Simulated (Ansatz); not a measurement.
# Abstraction of Br: CHBr2I + SiH3(SiH2) → CHBrI + SiH2(SiH3)Br

Species: CHBr2I (dibromoiodomethane) `BrC(Br)I`, singlet; SiH3(SiH2), doublet; CHBrI `Br[CH]I`, doublet; SiH2(SiH3)Br, singlet. A radical takes Br: the energy is the difference in strength between the C–Br bond broken and the Si–Br bond made.

Shapes, held fixed at every level: PBE0-D4/def2-TZVP. Programs: Ansatz 0.2.0. The zero-point and thermal change to 298 K, harmonic and unscaled (PBE0-D4/def2-TZVP), is -0.6 kJ/mol.

| level | kind | ΔH(298 K) (kJ/mol) | less CCSD(T)/def2-TZVPP | CPU time (sum over the molecules) |
| --- | --- | --- | --- | --- |
| MP2/def2-TZVPP | perturbation theory | -107.3 | +15.7 | – |
| SPW92/def2-TZVPP | LDA | -113.9 | +9.1 | 13 s |
| PBE0-D4/def2-TZVPP | global hybrid | -127.6 | -4.6 | 33 s |
| wB97M-V/def2-TZVPP | range-separated hybrid | -131.4 | -8.4 | 2 min |
| wB97X-V/def2-TZVPP | range-separated hybrid | -135.6 | -12.6 | 87 s |
| CCSD(T)/def2-SVP | coupled cluster or CI | -120.3 | +2.7 | 43 s |
| CCSD/def2-SVP | coupled cluster or CI | -125.6 | -2.6 | – |
| CCSD(T)/def2-TZVPP | coupled cluster or CI | -123.0 | 0.0 | 9.4 min |

The highest level, CCSD(T)/def2-TZVPP, gives ΔH(298 K) = -123.0 kJ/mol; the levels span -135.6 to -107.3. The column of differences is taken from that level and isn't an error. No measured value is set beside it here. Open shells run unrestricted. For atoms past krypton def2 sets carry core potentials with scalar relativity. Relativity is left out for Br. Outer-core shells of Br, I are correlated in most correlated rows, in sets that cover them unevenly. Times are processor times on shared x86 and Arm servers, and rough.

Bromine transfer from carbon to silicon is strongly exothermic at every level, with -123.0 kJ/mol from CCSD(T)/def2-TZVPP. The main reason is the stronger Si–Br bond: silicon is more electropositive than carbon, so the new bond is more polar and gains more ionic stabilisation. On the carbon side, the CHBrI radical left behind is stabilised by delocalisation of the unpaired electron onto the bromine and iodine lone pairs, which lowers the cost of breaking C–Br.

The sign is therefore secure, but the magnitude is less so. In the small basis, connected triples reduce the exothermicity from -125.6 to -120.3 kJ/mol, while enlarging the basis at CCSD(T) moves it partly back. MP2 gives the least exothermic value, perhaps because it treats correlation unevenly between the crowded halomethane and its delocalised radical. The three hybrids all lie on the more exothermic side of the largest coupled-cluster calculation. The reaction enthalpy doesn't establish that bromine is taken in preference to iodine, whose bond to carbon is normally weaker.
